**Third to fifth ionisation energies of K to Kr: what configuration-average Hartree-Fock misses**

The table holds IE3, IE4 and IE5 from differences of non-relativistic, configuration-average Hartree-Fock energies at the radial basis limit, beside NIST values. The program fits NIST minus computed to a smooth part plus the Hund ground-term shift from Slater-Condon algebra, for the 3d steps of each column and for the 3p and 4p steps, and compares it in 3d with spin-only pair counting and a straight line. The term model reproduces the half-filled-shell break with rms misfits of 0.21 to 0.34 eV in 3d and 0.16 eV in 3p, but only 0.41 eV in 4p. Steps between single-term ions are all too low, by 1.61 eV on average, which is left to correlation and relativity. The output also lists shell drops, ratios of steps, and orbital-energy estimates for three ions.

Ionisation energies IEn (removal of the n-th electron) of fourth-period ions from B-spline radial atomic code 1: differences of self-consistent non-relativistic Hartree-Fock energies, all electrons, configuration average, point nucleus, radial basis limit. Electrons and configuration are those of the 2+ ion; NIST values run from ground level to ground level.

## Analysis program

```python
# Table: IE3-IE5 (eV) of K..Kr, B-spline radial code, non-relativistic configuration-average
# Hartree-Fock (Delta-SCF), with NIST values. Tested: y = NIST-HF = smooth part + Hund ground-term
# shift F*Delta(n) from Slater-Condon algebra; rivals: spin-only pair counting, smooth drift alone.
T = {
    'ion': ['K2+', 'Ca2+', 'Sc2+', 'Ti2+', 'V2+', 'Cr2+', 'Mn2+', 'Fe2+', 'Co2+', 'Ni2+', 'Cu2+', 'Zn2+', 'Ga2+', 'Ge2+', 'As2+', 'Se2+', 'Br2+', 'Kr2+'],
    'Z': [19, 20, 21, 22, 23, 24, 25, 26, 27, 28, 29, 30, 31, 32, 33, 34, 35, 36],
    'N': [17, 18, 19, 20, 21, 22, 23, 24, 25, 26, 27, 28, 29, 30, 31, 32, 33, 34],
    'configuration': ['[Ne] 3s2 3p5', '[Ne] 3s2 3p6', '[Ar] 3d1', '[Ar] 3d2', '[Ar] 3d3', '[Ar] 3d4', '[Ar] 3d5', '[Ar] 3d6', '[Ar] 3d7', '[Ar] 3d8', '[Ar] 3d9', '[Ar] 3d10', '[Ar] 3d10 4s1', '[Ar] 3d10 4s2', '[Ar] 3d10 4s2 4p1', '[Ar] 3d10 4s2 4p2', '[Ar] 3d10 4s2 4p3', '[Ar] 3d10 4s2 4p4'],
    'ie3': [45.59, 49.91, 23.88, 25.67, 27.34, 28.94, 30.47, 31.95, 33.38, 34.78, 36.14, 37.48, 29.18, 31.73, 27.33, 30.16, 33.05, 36.01],  # eV
    'ie4': [61.73, 67.04, 72.48, 42.41, 44.75, 47.02, 49.21, 51.35, 53.44, 55.48, 57.49, 59.47, 61.42, 43.98, 47.17, 41.72, 45.21, 48.76],  # eV
    'ie5': [78.99, 85.29, 91.71, 98.25, 64.47, 67.4, 70.27, 73.07, 75.83, 78.54, 81.21, 83.84, 86.44, 89.0, 60.82, 64.64, 58.17, 62.3],  # eV
    'tab3': [45.8031, 50.91316, 24.756839, 27.49171, 29.3111, 30.959, 33.668, 30.651, 33.5, 35.187, 36.841, 39.7233, 30.72576, 34.0576, 28.349, 31.697, 34.871, 35.838],  # eV
    'tab4': [60.917, 67.2732, 73.4894, 43.26717, 46.709, 49.16, 51.21, 54.91, 51.27, 54.92, 57.38, 59.573, 63.241, 45.7155, 50.15, 42.947, 47.782, 50.85],  # eV
    'tab5': [82.66, 84.34, 91.95, 99.299, 65.28165, 69.46, 72.41, 75.0, 79.5, 76.06, 79.8, 82.6, 86.01, 90.5, 62.77, 68.3, 59.595, 64.69],  # eV
    'tab_kinds': ['semi-empirical ±0.0017; semi-empirical ±0.019; semi-empirical ±0.16', 'measured ±0.00025; semi-empirical ±0.0021; semi-empirical ±0.08', 'measured ±1.2e-05; measured ±0.0004; semi-empirical ±0.03', 'measured ±0.00025; measured ±0.00019; measured ±0.012', 'measured ±0.0025; measured ±0.005; measured ±0.00017', 'measured ±0.025; semi-empirical ±0.05; semi-empirical ±0.04', 'measured ±0.012; semi-empirical ±0.12; semi-empirical ±0.1', 'measured ±0.012; measured ±0.04; semi-empirical ±0.15', 'semi-empirical ±0.06; semi-empirical ±0.1; semi-empirical ±0.2', 'measured ±0.019; semi-empirical ±0.25; semi-empirical ±0.06', 'measured ±0.012; semi-empirical ±0.05; semi-empirical ±0.7', 'measured ±0.00012; measured ±0.019; semi-empirical ±0.9', 'measured ±0.00025; measured ±0.009; semi-empirical ±0.12', 'measured ±0.0012; measured ±0.0012; measured ±0.019', 'measured ±0.012; measured ±0.06; measured ±0.06', 'measured ±0.019; measured ±0.003; semi-empirical ±0.1', 'measured ±0.019; measured ±0.012; measured ±0.025', 'measured ±0.02; measured ±0.11; semi-empirical ±0.2'],
    'path': ['3p, 3p, 3p', '3p, 3p, 3p', '3d, 3p, 3p', '3d, 3d, 3p', '3d, 3d, 3d', '3d, 3d, 3d', '3d, 3d, 3d', '3d, 3d, 3d', '3d, 3d, 3d', '3d, 3d, 3d', '3d, 3d, 3d', '3d, 3d, 3d', '4s, 3d, 3d', '4s, 4s, 3d', '4p, 4s, 4s', '4p, 4p, 4s', '4p, 4p, 4p', '4p, 4p, 4p'],
}
import numpy as np
from scipy.constants import physical_constants as pc
Ha = pc['Hartree energy in eV'][0]; cm = 100*pc['inverse meter-electron volt relationship'][0]
F2 = {'Ti3+': 9.502793, 'Ni2+': 12.29592, 'As3+': 17.92999}  # F2(3d3d), eV, further outputs of same runs
r = 7.638249/F2['Ni2+']                                      # F4/F2 of Ni2+, same run
gd = {2: (-58/9, 5), 3: (-31/3, -30), 4: (-35/3, -105), 5: (-175/9, -175)}  # term minus average
def g(s, n):
    if s == '3d':
        a, b = gd.get(min(n, 10-n), (0, 0)); return a/49 + b*r/441
    return {2: -3, 3: -9}.get(min(n, 6-n), 0)/25 if s[1] == 'p' else 0.0
def shell(N): return ('3p', N-12) if N <= 18 else ('3d', N-18) if N <= 28 else ('4s', N-28) if N <= 30 else ('4p', N-30)
el = [x[:-2] for x in T['ion']]; R = []
for i, e in enumerate(el):
    for k in (3, 4, 5):
        s, n = shell(int(T['N'][i])-(k-3)); h, t = float(T['ie%d' % k][i]), float(T['tab%d' % k][i])
        u = float(T['tab_kinds'][i].split(';')[k-3].split()[-1][1:])
        R.append(dict(e=e, k=k, s=s, n=n, h=h, t=t, u=u, y=t-h, D=g(s, n-1)-g(s, n), one=(g(s, n) == 0 and g(s, n-1) == 0)))
A = lambda L, c: np.array([x[c] for x in L], float)
f = lambda v: ' '.join('%+.2f' % x for x in v)
lab = lambda x: '%s IE%d %s%d' % (x['e'], x['k'], x['s'], x['n'])
get = lambda e, k: [x for x in R if x['e'] == e and x['k'] == k][0]
def fit(cols, y):
    M = np.array(cols, float).T; p = np.linalg.lstsq(M, y, rcond=None)[0]; e = y-M@p
    return p, e, np.sqrt(np.mean(e**2))
print('y = NIST - HF in eV; rounding floor of HF 0.005 eV; n = electrons in shell before the step')
for nm, L in (('all', R), ('single-term', [x for x in R if x['one']]), ('multi-term', [x for x in R if not x['one']])):
    y = A(L, 'y'); p = 100*y/A(L, 't'); j = int(np.argmax(abs(p)))
    print('%s: %d steps, mean %+.2f MAE %.2f range %+.2f..%+.2f eV; mean|%%| %.1f worst %.1f%% (%s)' % (nm, len(L), y.mean(), abs(y).mean(), y.min(), y.max(), abs(p).mean(), p[j], lab(L[j])))
print('Delta(d1..d10)/F2:', ' '.join('%+.3f' % (g('3d', n-1)-g('3d', n)) for n in range(1, 11)), ' F4/F2 %.3f' % r)
print('HF F2(3d3d) eV:', ', '.join('%s %.2f' % kv for kv in F2.items()))
for k in (3, 4, 5):
    L = [x for x in R if x['s'] == '3d' and x['k'] == k]; n, y, D = A(L, 'n'), A(L, 'y'), A(L, 'D'); o = n*0+1
    p, e, rms = fit([o, n-1, D], y); K = np.where(n <= 5, n-1, n-6)-4*(n-1)/9
    pk, _, rk = fit([o, n-1, K], y); r0 = fit([o, n-1], y)[2]; j = int(np.argmax(abs(e)))
    print('IE%d %s..%s y(d1..d10): %s' % (k, L[0]['e'], L[-1]['e'], f(y)))
    print('  y - F*Delta: %s (mean %+.2f)' % (f(y-p[2]*D), (y-p[2]*D).mean()))
    print('  a %.2f b %.3f F %.2f eV; rms term %.2f, spin-only %.2f (K %.2f), drift %.2f; worst %s %+.2f (NIST +-%.2g)' % (*p, rms, rk, pk[2], r0, L[j]['e'], e[j], L[j]['u']))
    print('  %s->%s (d5->d6 step): HF %+.2f NIST %+.2f; model gap 2F*Delta(5) %.2f eV' % (L[4]['e'], L[5]['e'], L[5]['h']-L[4]['h'], L[5]['t']-L[4]['t'], 2*p[2]*D[4]))
    assert np.all(np.diff(A(L, 'h')) > 0) and L[5]['t'] < L[4]['t']
    assert 6 < p[2] < 18 and rms < r0
for s in ('3p', '4p'):
    L = sorted([x for x in R if x['s'] == s], key=lambda x: x['n']); p, e, rms = fit([np.ones(len(L)), A(L, 'D')], A(L, 'y'))
    print(s, 'y:', ' '.join('%s%d(p%d)%+.2f' % (x['e'], x['k'], x['n'], x['y']) for x in L))
    print('  a %.2f F %.2f eV rms %.2f (const only %.2f); resid %s' % (*p, rms, A(L, 'y').std(), f(e)))
for s, n in (('3p', 6), ('3d', 1), ('3d', 10), ('4s', 1), ('4s', 2), ('4p', 1)):
    print('single-term %s%d:' % (s, n), ', '.join('%s IE%d %+.2f (%.1f%%)' % (x['e'], x['k'], x['y'], 100*x['y']/x['t']) for x in R if (x['s'], x['n']) == (s, n)))
assert all(x['y'] > 0 for x in R if x['one'])
print('IE3 shell drops HF/NIST:', ', '.join('%s->%s %+.2f/%+.2f' % (a, b, get(b, 3)['h']-get(a, 3)['h'], get(b, 3)['t']-get(a, 3)['t']) for a, b in (('Ca', 'Sc'), ('Zn', 'Ga'), ('Ge', 'As'))))
rat = {(e, k): (get(e, k+1)['h']/get(e, k)['h'], get(e, k+1)['t']/get(e, k)['t']) for e in el for k in (3, 4)}
sh = lambda L: ', '.join('%s IE%d/IE%d %.2f/%.2f' % (e, k+1, k, *rat[e, k]) for e, k in L)
print('ratios HF/NIST across shells:', sh([('Sc', 3), ('Ti', 4), ('Ga', 3), ('Ge', 4)]))
print('ratios within 3d:', sh([('Mn', 3), ('Fe', 3), ('Co', 3), ('Co', 4)]))
w = max(rat, key=lambda q: abs(rat[q][0]/rat[q][1]-1)); print('worst ratio: %s IE%d/IE%d %+.1f%%' % (w[0], w[1]+1, w[1], 100*(rat[w][0]/rat[w][1]-1)))
print('sum of y, three 3d steps:', ', '.join('%s %+.2f' % (e, sum(get(e, k)['y'] for k in (3, 4, 5))) for e in el[4:12]))
for e, k, v in (('Ti', 4, 43.34996), ('Ni', 3, 38.32154), ('As', 4, 47.38804)):  # minus highest level, same runs
    x = get(e, k); print('%s: -eps %.2f, -eps - DeltaSCF %+.2f, NIST - (-eps) %+.2f, y %+.2f eV' % (lab(x), v, v-x['h'], x['t']-v, x['y']))
x = get('Ni', 3); d = x['D']*F2['Ni2+']
print('Ni IE3 with Ni2+ integrals for both ions: shift %+.2f -> %.2f eV, NIST - that %+.2f' % (d, x['h']+d, x['y']-d))
print('zeta eV (same runs): Ti3+ 3p %.2f, Ti3+ 3d %.3f, Ni2+ 3d %.3f, As3+ 3d %.2f' % tuple(cm*z for z in (3367.623, 191.3028, 763.0051, 2311.033)))
dar = {'Zn 3d': (46.26747, 46.27459), 'Ga 4s': (52.8789, 52.8525), 'Ge 4s': (60.18664, 60.15803)}  # Darwin term 2+, 3+, same runs
print('Darwin piece alone of IE3, eV:', ', '.join('%s %+.2f' % (q, Ha*(b-a)) for q, (a, b) in dar.items()))
print('NIST uncertainties >= 0.2 eV:', ', '.join('%s IE%d %.2g' % (x['e'], x['k'], x['u']) for x in R if x['u'] >= 0.2))
```

Output:

```
y = NIST - HF in eV; rounding floor of HF 0.005 eV; n = electrons in shell before the step
all: 54 steps, mean +1.15 MAE 1.58 range -2.48..+3.67 eV; mean|%| 3.2 worst 9.5% (Mn IE3 3d5)
single-term: 18 steps, mean +1.61 MAE 1.61 range +0.81..+3.66 eV; mean|%| 3.3 worst 6.8% (Ge IE3 4s2)
multi-term: 36 steps, mean +0.91 MAE 1.56 range -2.48..+3.67 eV; mean|%| 3.2 worst 9.5% (Mn IE3 3d5)
Delta(d1..d10)/F2: +0.000 +0.124 +0.129 +0.133 +0.257 -0.257 -0.133 -0.129 -0.124 +0.000  F4/F2 0.621
HF F2(3d3d) eV: Ti3+ 9.50, Ni2+ 12.30, As3+ 17.93
IE3 Sc..Zn y(d1..d10): +0.88 +1.82 +1.97 +2.02 +3.20 -1.30 +0.12 +0.41 +0.70 +2.24
  y - F*Delta: +0.88 +0.70 +0.81 +0.82 +0.88 +1.02 +1.32 +1.56 +1.82 +2.24 (mean +1.21)
  a 0.51 b 0.154 F 9.00 eV; rms term 0.21, spin-only 0.37 (K 0.93), drift 1.21; worst Sc +0.37 (NIST +-1.2e-05)
  Mn->Fe (d5->d6 step): HF +1.48 NIST -3.02; model gap 2F*Delta(5) 4.63 eV
IE4 Ti..Ga y(d1..d10): +0.86 +1.96 +2.14 +2.00 +3.56 -2.17 -0.56 -0.11 +0.10 +1.82
  y - F*Delta: +0.86 +0.57 +0.70 +0.51 +0.68 +0.71 +0.93 +1.33 +1.49 +1.82 (mean +0.96)
  a 0.43 b 0.119 F 11.18 eV; rms term 0.24, spin-only 0.44 (K 1.16), drift 1.50; worst Ti +0.43 (NIST +-0.00019)
  Fe->Co (d5->d6 step): HF +2.09 NIST -3.64; model gap 2F*Delta(5) 5.76 eV
IE5 V..Ge y(d1..d10): +0.81 +2.06 +2.14 +1.93 +3.67 -2.48 -1.41 -1.24 -0.43 +1.50
  y - F*Delta: +0.81 +0.50 +0.53 +0.27 +0.45 +0.74 +0.25 +0.37 +1.13 +1.50 (mean +0.66)
  a 0.38 b 0.061 F 12.52 eV; rms term 0.34, spin-only 0.49 (K 1.31), drift 1.69; worst Ge +0.57 (NIST +-0.019)
  Co->Ni (d5->d6 step): HF +2.71 NIST -3.44; model gap 2F*Delta(5) 6.45 eV
3p y: K5(p3)+3.67 K4(p4)-0.81 Ca5(p4)-0.95 K3(p5)+0.21 Ca4(p5)+0.23 Sc5(p5)+0.24 Ca3(p6)+1.00 Sc4(p6)+1.01 Ti5(p6)+1.05
  a 1.23 F 9.08 eV rms 0.16 (const only 1.28); resid +0.26 +0.13 -0.00 +0.07 +0.09 +0.10 -0.23 -0.22 -0.18
4p y: As3(p1)+1.02 Se4(p1)+1.23 Br5(p1)+1.42 Se3(p2)+1.54 Br4(p2)+2.57 Kr5(p2)+2.39 Br3(p3)+1.82 Kr4(p3)+2.09 Kr3(p4)-0.17
  a 1.23 F 4.73 eV rms 0.41 (const only 0.78); resid -0.21 -0.00 +0.19 -0.26 +0.77 +0.59 -0.54 -0.28 -0.27
single-term 3p6: Ca IE3 +1.00 (2.0%), Sc IE4 +1.01 (1.4%), Ti IE5 +1.05 (1.1%)
single-term 3d1: Sc IE3 +0.88 (3.5%), Ti IE4 +0.86 (2.0%), V IE5 +0.81 (1.2%)
single-term 3d10: Zn IE3 +2.24 (5.6%), Ga IE4 +1.82 (2.9%), Ge IE5 +1.50 (1.7%)
single-term 4s1: Ga IE3 +1.55 (5.0%), Ge IE4 +1.74 (3.8%), As IE5 +1.95 (3.1%)
single-term 4s2: Ge IE3 +2.33 (6.8%), As IE4 +2.98 (5.9%), Se IE5 +3.66 (5.4%)
single-term 4p1: As IE3 +1.02 (3.6%), Se IE4 +1.23 (2.9%), Br IE5 +1.42 (2.4%)
IE3 shell drops HF/NIST: Ca->Sc -26.03/-26.16, Zn->Ga -8.30/-9.00, Ge->As -4.40/-5.71
ratios HF/NIST across shells: Sc IE4/IE3 3.04/2.97, Ti IE5/IE4 2.32/2.30, Ga IE4/IE3 2.10/2.06, Ge IE5/IE4 2.02/1.98
ratios within 3d: Mn IE4/IE3 1.62/1.52, Fe IE4/IE3 1.61/1.79, Co IE4/IE3 1.60/1.53, Co IE5/IE4 1.42/1.55
worst ratio: Fe IE4/IE3 -10.3%
sum of y, three 3d steps: V +4.74, Cr +6.22, Mn +7.34, Fe +4.19, Co +1.62, Ni -2.63, Cu -0.82, Zn +1.11
Ti IE4 3d1: -eps 43.35, -eps - DeltaSCF +0.94, NIST - (-eps) -0.08, y +0.86 eV
Ni IE3 3d8: -eps 38.32, -eps - DeltaSCF +3.54, NIST - (-eps) -3.13, y +0.41 eV
As IE4 4s2: -eps 47.39, -eps - DeltaSCF +0.22, NIST - (-eps) +2.76, y +2.98 eV
Ni IE3 with Ni2+ integrals for both ions: shift -1.58 -> 33.20 eV, NIST - that +1.99
zeta eV (same runs): Ti3+ 3p 0.42, Ti3+ 3d 0.024, Ni2+ 3d 0.095, As3+ 3d 0.29
Darwin piece alone of IE3, eV: Zn 3d +0.19, Ga 4s -0.72, Ge 4s -0.78
NIST uncertainties >= 0.2 eV: Co IE5 0.2, Ni IE4 0.25, Cu IE5 0.7, Zn IE5 0.9, Kr IE5 0.2
```
